## Estimating 4d → 5s and 4d → 5p promotion energies in Nb⁺ by hand

### Counting pairs

Four electrons outside the krypton core make six pairs, however they are placed. In $4d^4$ all six are $d$–$d$ pairs. In $4d^3 5s$ three are $d$–$d$ and three $d$–$s$. In $4d^2 5s^2$ one is $d$–$d$, four are $d$–$s$ and one is $s$–$s$. Let each kind of pair cost an effective repulsion $U_{dd}$, $U_{ds}$ or $U_{ss}$. The first promotion changes the pair energy by $-3U_{dd}+3U_{ds}$ and the second by $-2U_{dd}+U_{ds}+U_{ss}$, while the one-electron part of the price is the same for both. The second promotion is therefore dearer than the first by

$$A = U_{dd}-2U_{ds}+U_{ss}.$$

The same count for $4d^2 5s\,5p$ says that promoting one electron to $5s$ and one to $5p$ costs more than the two single promotions together by $B = U_{dd}-U_{ds}-U_{dp}+U_{sp}$, and for transfer into $5p$ alone the analogue of $A$ is $C = U_{dd}-2U_{dp}+U_{pp}$. With $x$ the charge moved into $5s$ and $y$ the charge moved into $5p$, the energy above $4d^4$ is a quadratic form:

$$E(x,y) = a x + b y + \tfrac12 A x^2 + B x y + \tfrac12 C y^2 .$$

In plain electrostatics $A$ is the self-repulsion of the charge that is displaced, the $5s$ density less the $4d$ density, so it should be positive, and it should grow as the two orbitals differ more in size.

Nb+ in several configurations, computed with Quantum ESPRESSO ld1.x 7.5 as a spherical all-electron atom: Dirac Kohn-Sham equations, PW91 functional, no spin polarisation, point nucleus. Energies are differences between self-consistent total energies; the highest eigenvalue is that of the highest occupied level.

```tsv
configuration	energy above the lowest configuration listed (eV)	highest eigenvalue (eV)	highest level
[Kr] (4d3/2)4	0.000	n/a	n/a
[Kr] (4d3/2)3.5 (5s1/2)0.5	0.096	-9.9666	5s1/2
[Kr] (4d3/2)3 (5s1/2)1	0.448	-10.536	5s1/2
[Kr] (4d3/2)2.5 (5s1/2)1.5	1.081	-11.118	5s1/2
[Kr] (4d3/2)3.5 (5p1/2)0.5	1.960	-6.5351	5p1/2
[Kr] (4d3/2)2 (5s1/2)2	2.020	-11.703	5s1/2
[Kr] (4d3/2)3 (5s1/2)0.5 (5p1/2)0.5	2.394	-6.9448	5p1/2
[Kr] (4d3/2)3 (5p1/2)1	4.363	-7.2258	5p1/2
[Kr] (4d3/2)2.5 (5s1/2)0.5 (5p1/2)1	5.161	-7.6267	5p1/2
[Kr] (4d3/2)2 (5s1/2)1 (5p1/2)1	6.270	-8.0250	5p1/2
```

These are spherical, spin-unpolarised Dirac Kohn-Sham energies. A label such as $(4d_{3/2})^3$ gives the subshell with its $j$ value and its occupation; below, $4d$, $5s$ and $5p$ stand for $4d_{3/2}$, $5s_{1/2}$ and $5p_{1/2}$. The energy column is $E(x,y)$. The highest eigenvalue belongs to the highest occupied level, which is $5s$ in some rows and $5p$ in others, so that column holds two series and not one trend; in $4d^4$ the highest occupied level is $4d_{3/2}$, at $-9.383$ eV in the same calculation. The rows with half-integer occupations are points on the energy surface of the functional and not states of the ion.

The whole-number rows give two of the constants directly. The first $5s$ promotion costs 0.448 eV and the second $2.020-0.448=1.572$ eV, so $A = 1.572-0.448 = 1.124$ eV. The mixed row gives $B = 6.270-0.448-4.363 = 1.459$ eV.

### Why the price rises

Janak's theorem says that the derivative of the total energy with respect to an occupation is the eigenvalue of that level. The slope of $E$ along a $4d\to5s$ transfer is thus the gap $\varepsilon_{5s}-\varepsilon_{4d}$, and the curvature $A$ is the rate at which this gap opens. The levels of the same runs show the gap at 0.44, 0.98, 1.56 and 2.20 eV for $x$ = 0.5, 1, 1.5 and 2.

Both levels fall as charge moves outward, but not equally. Between $x=0.5$ and $x=2$ the $4d$ level drops by 2.33 eV per electron moved and the $5s$ level by 1.16 eV, and the difference of 1.17 eV is the mean curvature over that stretch. The standard explanation is screening. A remaining $4d$ electron loses a neighbour in its own shell, at a mean radius near 2 bohr, and the replacement sits beyond 3 bohr, where it shields the $4d$ shell little. A $5s$ electron loses an inner screener and gains a partner in its own shell, which shields only in part, so it is bound more strongly too; but it is farther out, and the same change of screening charge is worth less energy there. In the language of the pair count the two shifts are $U_{dd}-U_{ds}$ and $U_{ds}-U_{ss}$.

The size of $A$ cannot be had from radii alone. Two thin concentric shells at the mean radii of $4d$ and $5s$ in $4d^3 5s$ (1.94 and 3.27 bohr) give $A = 1/r_d-1/r_s$ in atomic units, about five times the value found, and they would leave the $5s$ level unmoved. Real orbitals overlap, which shrinks the displaced charge; exchange and correlation lower the repulsions; and all the other electrons relax. The relaxation is visible: the $4d$ mean radius shrinks from 2.052 bohr in $4d^4$ to 1.837 bohr in $4d^2 5s^2$. How the fivefold reduction divides among these effects is not settled by a model so crude, and the $U$ values are best regarded as relaxed, effective quantities.

The $5p$ orbital penetrates the core less than $5s$, so it starts far higher: in the row with half an electron in each, $5p$ lies 3.917 eV above $5s$. It is also larger (4.00 bohr in $4d^3 5p$), which by the argument above makes $C$ exceed $A$. Moving charge from $5s$ to $5p$, by contrast, exchanges one diffuse orbital for another, and the energy should be almost linear. The table agrees: the mean of $4d^3 5s$ and $4d^3 5p$ is $(0.448+4.363)/2 = 2.406$ eV, and the half-and-half row lies at 2.394 eV. The curvature along that line is $A-2B+C$, so $B$ must be close to the average of $A$ and $C$. Most of the bending of the surface comes from emptying the compact $4d$ shell.

### The rule with five constants

An unweighted least-squares fit of the quadratic form to all nine promoted rows, with $4d^4$ held at zero, gives after rounding

$$a=-0.12,\quad b=3.45,\quad A=1.13,\quad B=1.46,\quad C=1.81\ \text{eV}.$$

The average of $A$ and $C$ is 1.47 eV, so $B$ need hardly be remembered on its own.

For $4d^2 5s^2$, $x=2$ and $y=0$:

$$E = 2(-0.12) + \tfrac12(1.13)(2)^2 = -0.24+2.26 = 2.02\ \text{eV},$$

against 2.020 eV in the table. The linear term is nearly nil, so the whole cost is curvature. This is why two promotions cost 4.5 times as much as one, close to the factor 4 of a pure square law and far from the factor 2 of a fixed price per electron. It means that $5s$ and $4d$ are almost degenerate at the start, near $4d^4$, and separate only as the $d$ shell empties.

For $4d^2 5s\,5p$, $x=y=1$:

$$E = -0.12+3.45+0.565+1.46+0.905 = 6.26\ \text{eV},$$

against 6.270 eV. Here the linear terms make up a little over half and the rest comes from the curvatures, the cross term being the largest of the three. Adding the two single promotions and stopping there would give $0.448+4.363 = 4.811$ eV.

Both worked rows were part of the fit, so their agreement is partly arranged. A fairer figure comes from leaving each row out in turn, refitting, and predicting it: the worst miss is then 0.036 eV, and it falls on $4d^2 5s\,5p$, the corner of the range.

### A second rule, for when eigenvalues are at hand

If the slope of $E$ is the gap and the gap is nearly linear in the transfer, the cost of moving one whole electron equals the gap at half transfer. This is Slater's transition-state rule, and it has no fitted constant. Expanding about the midpoint shows that the quadratic term cancels and that the leading error, true cost less midpoint gap, is the third derivative of $E$ divided by 24.

For $4d^2 5s^2$ two steps are needed. At $x=0.5$ the levels are $-9.967$ eV ($5s$) and $-10.408$ eV ($4d$), a gap of 0.441 eV. At $x=1.5$ they are $-11.118$ and $-12.680$ eV, a gap of 1.562 eV. The sum is 2.003 eV, which is 0.017 eV below the table. For $4d^2 5s\,5p$ the midpoint gaps are 4.363 eV for $4d\to5p$ and then 1.898 eV for $4d\to5s$, together 6.261 eV against 6.270 eV. Over the five whole-electron steps that have a midpoint row, the miss is at most 0.010 eV. This agreement is built into Kohn-Sham theory and shows that energies and levels are consistent with each other; it says nothing on how close either is to the real ion.

The gap read at the end point is a poor estimate. In $4d^3 5s$ the $5s$ level lies 0.976 eV above $4d$, more than twice the 0.448 eV that the promotion costs, because the gap there is the price of the last bit of charge and not the average price. For the same reason an occupied level above a part-filled one, as in every promoted row here, marks only an uphill slope on the energy surface.

### Accuracy

With the rounded constants no row is missed by more than 0.015 eV. Relative to the tabulated energy that is under 1 % in eight of the nine rows and 15 % in $4d^{3.5}5s^{0.5}$, where the energy itself is only 0.096 eV. Fewer constants do markedly worse when fitted in the same way to the same rows: a fixed price per electron misses by up to 0.69 eV, and a single common curvature by up to 0.10 eV.

The runs themselves give no error bar for the totals. In tests on other systems by the makers of these data, totals of this program under gradient-corrected functionals, the class PW91 belongs to, came out 0.2 to 0.9 millihartree (0.005 to 0.024 eV) low. Whether that range holds for Nb⁺ was not tested. If it did, and the errors did not cancel between rows, a difference could be off by up to about 0.02 eV, as much as the misses of the rule. The misses do have a pattern. The local curvature along $x$, taken from the gaps and not from the totals, rises through 1.07, 1.17 and 1.28 eV, about 0.21 eV per electron removed from $4d$. A contracting $4d$ shell with a growing $U_{dd}$ is the natural reading, though the numbers show only that the two go together. Adding a term $\tfrac16 D(x+y)^3$ to the fit gives $D=0.21$ eV and brings all nine rows within about 0.001 eV, with six constants for nine points. The predicted midpoint error $D/24=0.009$ eV matches the three $4d\to5s$ steps (0.007 to 0.010 eV). It doesn't match the $4d\to5p$ step, where the midpoint gap equals the cost to the last digit; with so few points along $y$, no cause can be given.

### Where the rule stops

The constants are averages over the range and trade against each other. With the cubic term, $A$ falls to 0.91 eV and $a$ rises to $-0.04$ eV; the 1.13 eV of the rule is the curvature at about one $d$ hole. The negative $a$ would put an empty $5s$ level just below $4d_{3/2}$ in $4d^4$ and a dip in $E$ of depth $a^2/2A = 0.12^2/2.26 \approx 0.006$ eV at small $x$. Both are extrapolations: $a$ changes about threefold with the form of the fit and the depth of the dip about sixfold, so they should be read only as near-degeneracy. At the other end, the rows reach two $d$ holes and one $5p$ electron. Beyond that the growing curvature suggests that the quadratic rule would come out low, and since the charge is fixed at $+1$ the rule has no term for ionisation.

The energies are not term energies. All $d$ charge sits in $4d_{3/2}$, so $4d^4$ is here a closed $j$ subshell, although the empty $4d_{5/2}$ level is only 0.166 eV higher (0.186 eV in $4d^3 5s$). Spreading the $d$ electrons statistically puts 0.6 of each into $4d_{5/2}$, and to first order this shifts the $4d^4\to4d^3 5s$ cost by $0.6\,(3\times0.186-4\times0.166) = -0.06$ eV, already four times the worst miss of the rule.

Spin is the more serious omission. By Hund's rule $4d^4$ can have six parallel $d$–$d$ pairs, $4d^3 5s$ three $d$–$d$ and three $d$–$s$ pairs, and $4d^2 5s^2$ one $d$–$d$ and two $d$–$s$ pairs, of which the $d$–$s$ pairs are there with or without spin polarisation because the $s$ shell is closed. Each configuration gains a different exchange energy, and $4d^2 5s^2$ gains least, so admitting spin should raise it relative to the other two. Experiment also places the $4d^4\,{}^5D$ ground term below $4d^3 5s\,{}^5F$, which is the order found here. With spin polarisation, term structure and the Breit and QED terms all missing, however, a difference between the computed 0.448 eV and the measured spacing cannot be charged to the functional.

For a neighbouring species the form of the rule should carry over and the constants should not. The curvatures depend on the contrast in size between $d$ and $s$ or $p$, and on that argument they change slowly and rise as the $d$ shell tightens. The linear constant $a$ is a small difference of two level energies and is the sensitive one. A higher ionic charge pulls the compact $d$ level down faster than $s$, which makes $a$ positive and every promotion dear. A neutral atom moves the other way, and once $a+\tfrac12A$ is negative one $s$ electron pays for itself, while a second needs $a+\tfrac32A$ to be negative as well.
